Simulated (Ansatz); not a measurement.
HfN: energy above lowest point and pressure against volume scale

All results are calculated (Ansatz 0.2.0). Free energy against uniform scaling of the volume at fixed shape and fractions; periodic cell, basis, potentials, k mesh and filling as listed.

The cell before it is scaled or strained (space group P6_3/mmc, No. 194):
```
HfN
1.0
      3.1339     0.0000     0.0000
     -1.5670     2.7140     0.0000
      0.0000     0.0000     5.4168
Hf N
2 2
Direct
  0.66667 0.33333 0.75000
  0.33333 0.66667 0.25000
  0.00000 0.00000 0.00000
  0.00000 0.00000 0.50000
```

Settings of every row: functional LDA; dispersion none; potentials PAW; wave cutoff 550 eV; density cutoff 2200 eV; k mesh 8x8x4; k shift 0x0x0; occupations fermi dirac; smearing width 0.05 eV; spin none.

Limits: coarse k mesh, up to 40 meV an atom off; no spin-orbit coupling, which can matter with elements this heavy; the cell comes from a prototype or a list of computed structures and needn't be the stable phase.

```
row  volume scale  V (Å³/atom)  energy above lowest point (meV/atom)  pressure (GPa)
  1          0.92       10.597                                  28.5           17.01
  2        0.9467       10.904                                   5.5            7.21
  3        0.9733        11.21                                     0            -1.3
  4             1       11.518                                     ?               ?
  5        1.0267       11.826                                  32.7           -15.1
  6        1.0533       12.132                                  67.1          -20.66
  7          1.08       12.439                                 111.4          -25.48
```

Question: what energy above lowest point and pressure should row 4 give?

Worked fit of energy above lowest point. Take u = (V_r/V)^(2/3) − 1 with V_r = 11.518 Å³ an atom, which is twice the finite (Eulerian) strain; such expansions in the strain, on which the Birch-Murnaghan equation of state is built, carry the rest volume and the bulk modulus. The shown rows have u = 0.05713, 0.0372, 0.01823, -0.01744, -0.03403, -0.04999. Least squares give energy above lowest point = 9.71 − 932.6 × u + 22069 × u² meV/atom; a straight line predicts inner rows, each left out in turn, worse (root mean square 23 against 0.091 meV/atom). The rows lie off it by 0.0, -0.1, 0.0, 0.0, 0.1, -0.1. Its lowest point lies at u = 0.0211, or V = 11.16 Å³ an atom, and the curvature there gives the bulk modulus at fixed shape and fractions, B = (4/9)(1 + u)² E″(u)/V = 294 GPa. Letting shape and atoms relax would as a rule lower it, by much in layered, chain or molecular crystals. The withheld row has u = 0, so the fit gives 9.71 − 932.6 × (0) + 22069 × (0)² = 9.7 meV/atom.

The calculation gave 9.7 meV/atom. The fit meets it to the printed digit.

Worked fit of pressure. Take u = (V_r/V)^(2/3) − 1 with V_r = 11.518 Å³ an atom, which is twice the finite (Eulerian) strain; such expansions in the strain, on which the Birch-Murnaghan equation of state is built, carry the rest volume and the bulk modulus. The shown rows have u = 0.05713, 0.0372, 0.01823, -0.01744, -0.03403, -0.04999. Least squares give pressure = −8.688 + 386.46 × u + 1057 × u² + 928 × u³ GPa; a parabola predicts inner rows, each left out in turn, worse (root mean square 0.057 against 0.025 GPa). The rows lie off it by 0.00, 0.01, -0.01, 0.01, -0.01, 0.00. The pressure vanishes at u = 0.0212, or V = 11.16 Å³ an atom, and there the bulk modulus at fixed shape and fractions is B = −V dP/dV = (2/3)(1 + u) dP/du = 295 GPa. Letting shape and atoms relax would as a rule lower it, by much in layered, chain or molecular crystals. The withheld row has u = 0, so the fit gives −8.688 + 386.46 × (0) + 1057 × (0)² + 928 × (0)³ = -8.69 GPa.

The calculation gave -8.69 GPa. The fit meets it to the printed digit.
